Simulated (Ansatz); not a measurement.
## Appearance energy of a fragment ion: C2H9NSi2 → [SiH3]+ + C2H6NSi + e⁻

Gas-phase species: C2H9NSi2 `C=C[SiH2]N[SiH3]`, singlet; [SiH3]+ `[SiH3+]`, singlet; C2H6NSi `C=C[SiH2][NH]`, doublet. 

Shapes, held fixed at every level: PBE0-D4/def2-TZVP. Flexible molecules stand in one conformer, not always the lowest. Programs: Ansatz 0.2.0. Electronic energies: no zero-point or thermal term.

(1) Estimate ΔE of this reaction.

Results:

(1) The highest level, CCSD(T)/CBS estimate, gives ΔE = +13.07 eV; the levels span +11.25 to +13.07. The column of differences is taken from that level and isn't an error. No measured value is set beside it here. Open shells run unrestricted. The CBS estimate extrapolates MP2 from def2-TZVPP and def2-QZVPP and adds CCSD(T) − MP2 in the triple-zeta set, cores frozen. The onset seen in experiment also holds zero-point changes and kinetic shifts. CCSD(T)/CBS estimate lies outside the range of the other correlated levels here, so it shouldn't be taken on trust.

| level | kind | ΔE (eV) | less CCSD(T)/CBS estimate |
| --- | --- | --- | --- |
| MP2/def2-SVP | perturbation theory | +12.79 | -0.28 |
| HF/def2-TZVPP | Hartree–Fock | +11.25 | -1.82 |
| r2SCAN-D4/def2-TZVPP | meta-GGA | +12.90 | -0.17 |
| B3LYP-D4/def2-TZVPP | global hybrid | +12.88 | -0.19 |
| PBE0-D4/def2-TZVPP | global hybrid | +12.94 | -0.13 |
| wB97M-V/def2-TZVPP | range-separated hybrid | +12.90 | -0.17 |
| CCSD/def2-TZVPP | coupled cluster or CI | +12.74 | -0.33 |
| CCSD(T)/CBS estimate | coupled cluster or CI | +13.07 | 0.00 |

Every correlated or density-functional level puts the cost of forming the silyl cation well above the Hartree–Fock value of +11.25 eV. The process splits the Si–N bonding pair: one electron leaves altogether and the other stays on the nitrogen-centred radical. The intact molecule therefore has one more electron pair than the products, and neglecting correlation penalises it most, making fragmentation look too cheap. The four density functionals agree closely, from +12.88 to +12.94 eV, though such agreement doesn't by itself establish accuracy. The rise from CCSD to the composite value may reflect triple excitations, the larger basis or both.

Energetically, the reaction amounts to homolysis of a strong, polar Si–N bond followed by ionisation of the silyl radical, so a large value is expected. Placing the charge on silicon is chemically reasonable, since silicon is much less electronegative than nitrogen. Without energies for the opposite charge distribution or for competing bond cleavages, however, the results don't show that this is the lowest-energy route to fragment ions.
